A plane-wave calculation replaces an integral over all electron waves in a crystal by a sum over a mesh of k points. For InSe$_2$ the same cell was computed on ten meshes, with the atoms held in place. The column "energy less reference" gives each energy minus that of a 16×16×6 mesh, so a perfect mesh would score close to zero. "Irreducible k points" counts the points left after symmetry has removed the copies, and is a fair guide to the cost.

InSe2 (P4/nmm, 6 atoms per cell) at fixed geometry, computed with Ansatz 0.2.0: scalar-relativistic plane-wave PAW, PBE, no spin polarisation, 420 eV cutoff, Gaussian smearing of 0.1 eV, Gamma-centred k meshes. Energies are extrapolated to zero smearing. Energies and forces are compared with the 16×16×6 mesh, and the force change is the largest over atoms and axes.

```csv
k mesh,energy less reference (meV/atom),largest force change (eV/Å),irreducible k points
1x1x1,1130,2.74,1
2x2x1,94.6,0.295,3
4x4x1,-28.2,0.177,6
4x4x2,7.16,0.0953,12
6x6x2,1.08,0.103,20
6x6x4,1.33,0.119,30
8x8x4,-5.57,0.0525,45
10x10x4,2.10,0.0125,63
12x12x6,-1.50,0.0112,112
14x14x6,0.178,0.0188,144
```

The 8×8×4 mesh has 45 such points and the 6×6×2 mesh only 20, yet the denser one has the larger energy error. The sign of the error also changes several times down the column. The three parts below each test one explanation.

**(a) The errors span almost four powers of ten. Do they fall exponentially with the number of mesh divisions?**

*Solution.* In an insulator they should. Every band is either full or empty, so the quantity summed over the mesh is a smooth periodic function of k. An even mesh integrates such a function with an error that shrinks exponentially.

In a metal some bands are filled only up to the Fermi level, and the sum has an edge in k space, the Fermi surface. A mesh point counts fully on one side of the edge and not at all on the other. Smearing softens this step over about 0.1 eV, but that helps a mesh little while neighbouring points differ in energy by several times as much. A band that rises by a few eV from the centre of the zone to its border still climbs by several tenths of an eV between neighbouring points of the denser meshes here.

The runs show which case applies. On the single point of the 1×1×1 mesh the bands happen to leave a gap, so this run describes a closed shell, an artefact of the sampling. On every other mesh, and on the reference, the crystal is metallic.

An exponential fitted to the size of the error in the nine metallic rows looks respectable from afar, because the coarse meshes are so much worse than the fine ones. It says that two more in-plane divisions should roughly halve the error. From 6×6×4 to 8×8×4, where only the in-plane mesh changes, the error grows about fourfold instead. The fitted curve describes the overall descent, but not the wobble. One such step does not by itself rule out an exponential, because even in an insulator the law bounds only the envelope of the error, which can change sign or dip by chance. The firmer ground is that these runs are metallic, on meshes expected to be too coarse for the smearing to smooth the edge.

**(b) The energies are extrapolated to zero smearing. Does the wobble come from this correction?**

*Solution.* The suspicion is reasonable. Smearing lets states near the Fermi level be partly filled, which adds an entropy-like term to the energy, and the extrapolation removes half of that term. The term does vary from mesh to mesh: at 10×10×4 it is almost three times as large as at 8×8×4.

Its size settles the matter. From 6×6×2 on, the correction differs from that of the reference by at most 0.44 meV/atom, while the error at 8×8×4 is −5.57 meV/atom. The wobble would be nearly the same without the correction. This test covers the leading correction only; what remains beyond it was not computed.

The entropy term still leaves a useful clue. Only states within about a smearing width of the Fermi level contribute to it, so it measures how many such states a mesh happens to catch. A threefold difference between two successive meshes means that the Fermi surface is sampled very unevenly.

**(c) Can a miscount of states near the Fermi level explain both the size and the sign of the error?**

*Solution.* Suppose that a mesh catches too many states somewhat below the true Fermi level. The fixed number of electrons then finds room at lower energies, so the Fermi level comes out too low and so does the total energy. A mesh that catches too few such states pushes both up. A negative error is therefore no sign of a better solution.

Let $\delta N(E)$ be the surplus of states that the mesh counts below energy $E$, and $D$ the true density of states at the Fermi level $E_F$. To first order,

$$\delta E_F=-\frac{\delta N(E_F)}{D},\qquad \delta E=-\int^{E_F}\delta N(E)\,dE\approx D\,w\,\delta E_F .$$

The last step assumes that the surplus keeps its sign and size over a window $w$ below the Fermi level and averages out further down. This is an assumption, not a rule: the miscount oscillates with energy, and the integral of an oscillating function need not share the sign of its value at the top, so in general a mesh can lower the Fermi level and still raise the energy. Smearing blurs the count over about 0.1 eV, so the window should not be much narrower than that, and 0.1 eV serves as a first guess for $w$.

Take the 8×8×4 mesh. Its Fermi level lies 0.10 eV below that of the reference. For Gaussian smearing of width $\sigma$ the entropy term equals $D\sigma^2/2$, which gives the reference about 2 states per eV and cell. About 0.2 electrons per cell are thus misplaced, each by roughly 0.1 eV. That makes −0.02 eV per cell, or about −3 meV for each of the six atoms. The calculation gives −5.57 meV/atom, so the estimate has the right sign and order of magnitude, with a guessed window. It can offer no more here: the shift of the Fermi level is as large as that window, and the next term, $+D\,\delta E_F^2/2$, is about +2 meV/atom and would cancel roughly half of the estimate. The surplus probably lies deeper than the level itself: the entropy term of this mesh is the smallest of the six fine meshes, so few of its states lie within about 0.1 eV of its own Fermi level.

In this crystal the other fine meshes follow the same pattern. If the six meshes from 6×6×2 on are ranked by Fermi level, they stand in exactly the same order as when ranked by energy. The lowest Fermi level belongs to 8×8×4 and the highest to 10×10×4, which also has the highest energy of the six. Neither rival predicts this order, but uneven sampling does not demand it either; it follows only if the window assumption holds here. Much of it is a split into two groups: 8×8×4 and 12×12×6 have the lowest Fermi levels and negative errors, while the meshes with 6, 10 and 14 in-plane divisions lie higher in both.

As a formula the model is much weaker. One slope through zero was fitted to these six rows, the worked one included, and it corresponds to a window of 0.11 eV. It lowers the typical error only from 2.6 to 1.5 meV/atom, or to 2.2 when each row is predicted from the other five, and for both 6×6 meshes and for 14×14×6 it gives the wrong sign. One reason is plain from the integral: the energy depends on the miscount at all depths, the Fermi level only on its value at the top. The wrong signs also show that the reference itself falls out of the order: among the seven meshes its Fermi level is the second highest, but its energy only the third lowest. It has a mesh error of its own, which may add to the misfit. The analysis printed below lists the prediction for each mesh.

The link also ends at the coarse meshes. At 4×4×2 the Fermi level is 0.35 eV too low, yet the energy is too high by 7.16 meV/atom. A shift of several smearing widths is beyond a first-order argument: the term $D\,\delta E_F^2/2$ would be about +20 meV/atom here, enough to turn the sign, and so few points probably also miss the shape of the bands well below the Fermi level. That is the physical reason to begin the comparison at 6×6×2, although the boundary was drawn with the results in view. Six meshes in order, with the reference out of line, suggest a connection in this crystal, but they neither prove the cause nor carry over to other metals as a rule.

The numbers thus show that a smooth decay does not describe the wobble and that the smearing correction is not its source. Uneven sampling of the Fermi surface remains the likely cause, supported more by the metallic state and the uneven entropy term than by the Fermi-level formula. This changes how a convergence test should be read. Going from 6×6×2 to 6×6×4 alters the energy by only 0.25 meV/atom, which looks like convergence, but that step refines the mesh along one axis only. The next step, in the plane, moves the energy by about 7 meV/atom.

The forces expose the same false calm. At 6×6×4 the force on an indium atom along the long axis is +0.06 eV/Å, whereas the reference gives −0.06 eV/Å, so the atom would start to move the wrong way. The small energy error of this mesh is probably a lucky cancellation, which the force does not share. In a metal, the scatter over several meshes refined in every direction is a better measure of the error than one small difference, and it should be checked for the property that is actually needed.

The analysis program printed:

```
fit of logerr on 9 rows (n > 1): constant 4.065 +/- 0.85, coefficient of n -0.3823 +/- 0.1; rms 1.02, worst 6x6x2 1.69, leave-one-out rms 1.29
  rows outside the fit (model, value, miss): 1x1x1 3.683, 7.03, -3.35
fit of err on 6 rows (n > 5): coefficient of shift 36.12 +/- 11; rms 1.5, worst 6x6x2 -1.83, leave-one-out rms 2.22
  rows outside the fit (model, value, miss): 1x1x1 7.025, 1130, -1123; 2x2x1 -33.93, 94.6, -129; 4x4x1 -17.63, -28.2, 10.6; 4x4x2 -12.7, 7.16, -19.9
Causes against the error:
      row  Fermi shift eV  smearing term meV/atom  states/eV/cell  exponential size meV/atom  Fermi model meV/atom
    1x1x1          0.1945                 -0.8152       6.568e-09                      39.77                 7.025
    2x2x1         -0.9395                   6.732           18.11                      27.14                -33.93
    4x4x1         -0.4881                   1.397           5.309                      12.63                -17.63
    4x4x2         -0.3515                  0.7345           3.719                      12.63                 -12.7
    6x6x2        -0.02075                 -0.1894           1.502                      5.881               -0.7496
    6x6x4       -0.002897                 -0.1311           1.642                      5.881               -0.1046
    8x8x4         -0.1038                 -0.3814           1.041                      2.738                 -3.75
  10x10x4         0.03274                  0.4368           3.005                      1.275                 1.182
  12x12x6        -0.08861                 -0.1102           1.692                     0.5934                -3.201
  14x14x6        -0.02456                 0.05758           2.095                     0.2762               -0.8871
Size of error at 8x8x4 over that at 6x6x4, computed: 4.188
The same ratio by exponential decay: 0.4655
Largest change of smearing term from 6x6x2 on, meV/atom: 0.4368
Root mean square energy error from 6x6x2 on, meV/atom: 2.603
Rank correlation of error and Fermi shift from 6x6x2 on: 1
Linear correlation of the same: 0.9094
Linear correlation over all metallic rows: -0.6986
Entropy term at 10x10x4 over that at 8x8x4: 2.886
Effective energy window of the Fermi model, eV: 0.1108
Energy change 4x4x1 to 4x4x2, meV/atom: 35.36
Energy change 6x6x2 to 6x6x4, meV/atom: 0.25
Energy change 8x8x4 to 10x10x4, meV/atom: 7.67
Force on In at 6x6x4, eV/A: 0.0633
Force on In at the reference mesh, eV/A: -0.05599
```
